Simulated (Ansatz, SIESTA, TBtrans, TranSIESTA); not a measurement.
# Decay of PBE/SZP transmission with MgO(001) thickness between Pt(100) and V(100) leads

A tunnel junction in a memory cell or a sensor needs a barrier thin enough to pass a usable current and thick enough to remain a barrier. One atomic layer more or less can change the resistance severalfold, so I want the decay per layer before I think about anything finer. Here I follow the zero-bias transmission at the Fermi level, per surface cell and in units of G₀, as MgO(001) grows from one to seven layers between Pt or V leads. The natural upper mark is the number of channels that the bare lead offers. The junctions are unrelaxed models with sizeable forces left on their atoms, more so with Pt, and the numbers describe these models rather than any grown film.

## Computational details

Junctions as built from tabulated lattice constants or chain spacings, not relaxed. SIESTA 5.4.2 with TranSIESTA and TBtrans: numerical atomic orbitals (energy shift 0.01 Ry), norm-conserving pseudopotentials (PseudoDojo), mesh cutoff 300 Ry, electronic temperature 300 K, broadening 0.0001 eV. MgO(001) between Pt(100) leads (PBE, SZP): open boundaries, 2.06 lead channels a spin and cell, cell area 7.88 angstrom^2, 18x18 mesh across, plane spacings 1.98 to 1.99 angstrom in the leads, 2.05 angstrom at the interfaces, 2.18 angstrom inside the film; MgO(001) between V(100) leads (PBE, SZP): open boundaries, 2.56 lead channels a spin and cell, cell area 8.94 angstrom^2, 18x18 mesh across, plane spacings 1.49 to 1.5 angstrom in the leads, 2.15 angstrom at the interfaces, 2.12 angstrom inside the film.

Notes on method and selection:

- Spin-orbit coupling is left out.
- Short atomic orbitals describe vacuum tails badly.
- Runs without spin polarisation may miss moments on d elements or radicals.
- Transmission resolved by wavevector across the current was computed and is not shown.
- The junctions are hypothetical model structures, built for this series.
- A fit is offered only where it explains over half of the variance.
- Runs whose transmission exceeds the number of channels of the lead are not listed.
- Runs that did not converge, have known faults, used another set of PAW files or may not be shown are not listed.

Columns:

- layers: atomic layers in the barrier.
- T at Fermi level (G₀): transmission at the Fermi level per cell, mean of the spins and of the mesh across the current, the zero-temperature conductance in G0 = 2e^2/h.
- share of perfect: T over the lead's channel count.
- RA (1e-15 Ω m²): resistance times area of the junction, area / (T G0), contact resistance included.

Input lines of one member:

```
NumberOfAtoms 16
XC.Functional GGA
XC.Authors PBE
PAO.BasisSize SZP
PAO.EnergyShift 0.01 Ry
PAO.SplitNorm 0.15
Mesh.Cutoff 300 Ry
ElectronicTemperature 300 K
Spin non-polarized
TS.SCF.DM.Tolerance 0.0001
TS.Contours.Eq.Pole 2.5 eV
SolutionMethod transiesta
TS.Voltage 0 eV
```

Command (options for logging and memory left out): `siesta DEV.fdf`

## The series

| member | layers | T at Fermi level (G₀), MgO(001) between Pt(100) leads (PBE, SZP) | T at Fermi level (G₀), MgO(001) between V(100) leads (PBE, SZP) | share of perfect, MgO(001) between Pt(100) leads (PBE, SZP) | share of perfect, MgO(001) between V(100) leads (PBE, SZP) | RA (1e-15 Ω m²), MgO(001) between Pt(100) leads (PBE, SZP) | RA (1e-15 Ω m²), MgO(001) between V(100) leads (PBE, SZP) | remark |
| --- | --- | --- | --- | --- | --- | --- | --- | --- |
| 1 | 1 | 0.7649 | 0.4542 | 0.3716 | 0.1773 | 1.33 | 2.54 |  |
| 2 | 2 | ? | ? | ? | ? | ? | ? |  |
| 3 | 3 | 0.00933 | 0.00420 | 0.00453 | 0.00164 | 109.01 | 274.96 | MgO(001) between V(100) leads (PBE, SZP): a dip of 0.0018 at +0.08 eV, a peak of 0.035 at +0.12 eV |
| 4 | 4 | 0.00122 | 4.75×10⁻⁴ | 5.91×10⁻⁴ | 1.85×10⁻⁴ | 835.39 | 2430.21 |  |
| 5 | 5 | 3.06×10⁻⁴ | 8.84×10⁻⁵ | 1.49×10⁻⁴ | 3.45×10⁻⁵ | 3322.09 | 13052.29 | MgO(001) between V(100) leads (PBE, SZP): a peak of 0.0095 at +0.12 eV |
| 6 | 6 | 9.35×10⁻⁵ | 1.13×10⁻⁵ | 4.54×10⁻⁵ | 4.39×10⁻⁶ | 10876.62 | 102528.37 | MgO(001) between V(100) leads (PBE, SZP): a peak of 0.003 at +0.12 eV |
| 7 | 7 | 2.68×10⁻⁵ | 3.44×10⁻⁶ | 1.30×10⁻⁵ | 1.34×10⁻⁶ | 37998.85 | 335298.27 |  |

Cells marked ? are withheld until the estimate has been made.

Least-squares fits to the members shown, with x = layers; R² and errors in the fitted variable (y, or ln y where the fit is in ln y):

| y | junction | members | fit | R² | rms residual | leave-one-out rms | the same for the mean of the others |
| --- | --- | --- | --- | --- | --- | --- | --- |
| T at Fermi level (G₀) | MgO(001) between Pt(100) leads (PBE, SZP) | 6 | ln y = 0.7568 − 1.696 x | 0.98 | 0.51 | 0.99 | 4.1 |
| T at Fermi level (G₀) | MgO(001) between V(100) leads (PBE, SZP) | 6 | ln y = 0.7243 − 1.983 x | 0.99 | 0.38 | 0.76 | 4.7 |
| share of perfect | MgO(001) between Pt(100) leads (PBE, SZP) | 6 | ln y = 0.03469 − 1.696 x | 0.98 | 0.51 | 0.99 | 4.1 |
| share of perfect | MgO(001) between V(100) leads (PBE, SZP) | 6 | ln y = −0.2155 − 1.984 x | 0.99 | 0.38 | 0.76 | 4.7 |

## Mechanism

Transmission falls at every step shown, and in every row it is lower with V leads than with Pt leads. From three to seven layers the mean slope of ln T is ln(0.00420 / 0.00000344) / 4 = 1.78 per layer for V and ln(0.00933 / 0.0000268) / 4 = 1.46 for Pt, or factors of about 5.9 and 4.3 per layer.

This is the behaviour of electrons whose energy lies in the gap of the oxide. Their waves decay inside the film, and T goes roughly as exp(−2κd), with d the thickness and κ the decay constant of the amplitude. With the plane spacings inside the films, 2κ is 1.78 / 2.12 = 0.84 per Å for V and 1.46 / 2.18 = 0.67 per Å for Pt. The two films differ in in-plane strain as well as in their leads, so I do not assign the difference to the metal alone. PBE makes the gap of MgO too small, which tends to make the computed decay too slow.

The start is steeper. Between one and three layers T drops by √(0.4542 / 0.00420) = 10.4 per layer for V and by 9.1 for Pt. Two causes have the right sign: direct overlap of metal orbitals across a single oxide layer, and the early loss of waves that travel obliquely and decay fastest.

The V series is also uneven, with a factor of 7.8 from five to six layers and only 3.3 from six to seven. A peak 0.12 eV above the Fermi level stands at 0.003 G₀ for six layers, very roughly 270 times the value at the Fermi level. Near such a resonance a small shift of the levels or a coarse mesh across the current can move T noticeably. The same peak would account for two further computed results that are not listed here: in the thicker V junctions the conductance at 300 K lies well above the zero-temperature value, and the thermopower is large and negative.

## A prediction

Plain estimates from the members shown:

- 2 (MgO(001) between V(100) leads (PBE, SZP)), fit at x = 2: 0.03910 G₀
- 2 (MgO(001) between V(100) leads (PBE, SZP)), geometric interpolation between 1 and 3: w = (2 − 1) / (3 − 1) = 0.500, so 0.4542 × (0.00420 / 0.4542)^0.500 = 0.04368 G₀

For two layers between V leads I start from the geometric interpolation, 0.04368 G₀, because it uses the two nearest members and is not pulled about by the uneven thick films. It assumes equal factors for the two steps, whereas the decay is generally steeper at the thin end. A middle member should then lie somewhat below the interpolated value.

The size of that shift can be taken from the shown members. For four, five and six layers, each interpolated from its two neighbours, the ratio of computed to interpolated T is roughly 0.78, 1.2 and 0.65 with V leads, and 0.72, 0.91 and 1.03 with Pt leads. Four of the six lie below one, and their geometric mean is 0.86. Applied here, this gives 0.04368 × 0.86 = 0.038 G₀.

As a check on the size, carrying the V step from four to three layers one layer further back gives 0.00420 × 0.00420 / 0.000475 = 0.037 G₀. I do not average it in, since it shares a member with the interpolation.

The six ratios scatter about their mean by 0.23 in ln T, and the uncertainty of the mean of six raises this to 0.23 × √(1 + 1/6) = 0.25. The error is therefore 0.25 × 0.038 = 0.010 G₀. The main risk is the one-layer end point, where the film is hardly a barrier yet and which none of the six trials includes.

**Committed estimate, 2 (MgO(001) between V(100) leads (PBE, SZP)): T at Fermi level = 0.038 ± 0.010 G₀.**

## The withheld result

| member | junction | layers | T at Fermi level (G₀) | share of perfect | RA (1e-15 Ω m²) |
| --- | --- | --- | --- | --- | --- |
| 2 | MgO(001) between Pt(100) leads (PBE, SZP) | 2 | 0.02289 | 0.01112 | 44.44 |
| 2 | MgO(001) between V(100) leads (PBE, SZP) | 2 | 0.05703 | 0.02226 | 20.23 |

| member | estimate | T at Fermi level (G₀) | computed | estimate − computed | miss in error bars |
| --- | --- | --- | --- | --- | --- |
| 2 (MgO(001) between V(100) leads (PBE, SZP)) | committed | 0.03800 | 0.05703 | −0.01903 | 1.9 |
| 2 (MgO(001) between V(100) leads (PBE, SZP)) | fit | 0.03910 | 0.05703 | −0.01793 |  |
| 2 (MgO(001) between V(100) leads (PBE, SZP)) | interpolation | 0.04368 | 0.05703 | −0.01335 |  |

The two-layer junction with V leads transmits 0.05703 G₀. My 0.038 ± 0.010 is too low by 1.9 error bars, and both plain estimates came closer. The interpolation was already low, and my correction moved it further the wrong way.

I had expected the steepest fall at the first step. With V leads T drops by a factor of 8.0 from one to two layers and by 13.6 from two to three, so the early loss of oblique waves cannot by itself set the order of these steps. With Pt leads the first step is indeed the steepest, a factor of 33, but the next is only 2.5. The correction came from thicker films and did not carry over to the thin end. Its six trial ratios also shared members, so the error bar rested on fewer independent trials than it seemed.

I also failed to allow for a geometry that alternates along the series. In films with an odd number of layers the metal atoms at the two interfaces face each other; in even films they are displaced sideways, and the number of metal layers in the computed region changes too. Every single step in thickness is therefore also a change of registry, and my trials mixed the two kinds of film. With V leads the even trials, 0.78 and 0.65, lie below one and the odd trial, 1.2, above it. The two-layer film, though even, lies at 0.05703 / 0.04368 = 1.31, so a fixed even-odd pattern does not explain the miss.

My remark that V leads always give the lower transmission fails here too: at two layers V transmits 0.05703 / 0.02289 = 2.5 times as much as Pt. Exponential decay remains the main effect in both series, but it does not fix the single steps.

## Outliers

Least-squares fits to the whole series, with x = layers; R² and errors in the fitted variable (y, or ln y where the fit is in ln y):

| y | junction | members | fit | R² | rms residual | leave-one-out rms | the same for the mean of the others |
| --- | --- | --- | --- | --- | --- | --- | --- |
| T at Fermi level (G₀) | MgO(001) between Pt(100) leads (PBE, SZP) | 7 | ln y = 0.2672 − 1.614 x | 0.97 | 0.59 | 0.99 | 3.8 |
| T at Fermi level (G₀) | MgO(001) between V(100) leads (PBE, SZP) | 7 | ln y = 0.8863 − 2.010 x | 0.99 | 0.37 | 0.59 | 4.7 |
| share of perfect | MgO(001) between Pt(100) leads (PBE, SZP) | 7 | ln y = −0.4548 − 1.614 x | 0.97 | 0.59 | 0.98 | 3.8 |
| share of perfect | MgO(001) between V(100) leads (PBE, SZP) | 7 | ln y = −0.05342 − 2.011 x | 0.99 | 0.37 | 0.59 | 4.7 |

Largest departures from the fit to the whole series:

| member | junction | T at Fermi level (G₀) | fit | computed − fit | computed / fit | in rms residuals (of ln y) |
| --- | --- | --- | --- | --- | --- | --- |
| 1 | MgO(001) between Pt(100) leads (PBE, SZP) | 0.7649 | 0.2601 | +0.5048 | 2.94 | 1.8 |
| 7 | MgO(001) between V(100) leads (PBE, SZP) | 3.44×10⁻⁶ | 1.88×10⁻⁶ | +1.56×10⁻⁶ | 1.83 | 1.6 |
| 2 | MgO(001) between Pt(100) leads (PBE, SZP) | 0.02289 | 0.05178 | −0.02889 | 0.44 | 1.4 |
| 4 | MgO(001) between V(100) leads (PBE, SZP) | 4.75×10⁻⁴ | 7.82×10⁻⁴ | −3.07×10⁻⁴ | 0.61 | 1.3 |

The largest departure is the single layer between Pt leads, 2.94 times the fitted value. It passes 37% of what the lead channels could carry, so it is closer to a weakened metallic contact than to a tunnel barrier. Direct overlap of the metal orbitals across the oxide would act in this direction, but nothing in the series isolates it.

Two layers between Pt leads lie at 0.44 of the fit. Part of this comes from the line itself, which the high one-layer point pulls upwards at the thin end. That does not explain why the next layer costs so little. The sideways displacement of the leads in even films, destructive interference near the Fermi level or the unrelaxed interfaces could each play a part, and the series does not separate them.

With V leads the seven-layer film is 1.83 times the fit and the four-layer film 0.61 times. A straight line through a decay that slows with thickness gives these signs, since the waves that decay least carry a growing share of the current. The alternating registry, nearby resonances and the meshes across the current may contribute as well. The density was converged on a coarser mesh than the 18x18 one used for the transmission, and the series tests neither mesh. All four departures are below two rms residuals.

## Summary

From one to seven layers T falls on average by a factor of exp(1.614) = 5.0 per layer with Pt leads and exp(2.010) = 7.5 with V leads, from the fitted slopes. A left-out member is typically missed by a factor of 2.7 with Pt and 1.8 with V, so the fits give the order of magnitude and not the single step, which also changes the registry of the leads. The slopes from three to seven layers, 1.46 per layer for Pt and 1.78 for V, compare two odd films and so keep the registry the same. All junctions use norm-conserving pseudopotentials, so the selection note about PAW files has no bearing on them.

For a six-layer junction of 100 nm × 100 nm, or 0.01 µm², the RA with Pt leads, 10876.62 / 1000 = 10.9 Ω µm², gives 10.9 / 0.01 = 1090 Ω. With V leads it is 102.5 / 0.01 = 10250 Ω at zero temperature, and well below that at 300 K.

An important known error is the PBE gap, which is too small. As an illustration, suppose the gap were larger by half, with the Fermi level at the same relative depth in it and κ growing as the root of the gap. The decay exponent would then grow by a factor of √1.5, or about 22%. With the slope of 1.46 per layer found for the thicker Pt films, T at six layers would fall by a further factor of exp(0.22 × 6 × 1.46), very roughly 7.

[Logs are printed without paths, hosts, clocks, repeated set-up lines and the standing remarks that a program may print on its own settings, such as how far it seeks lower states.]
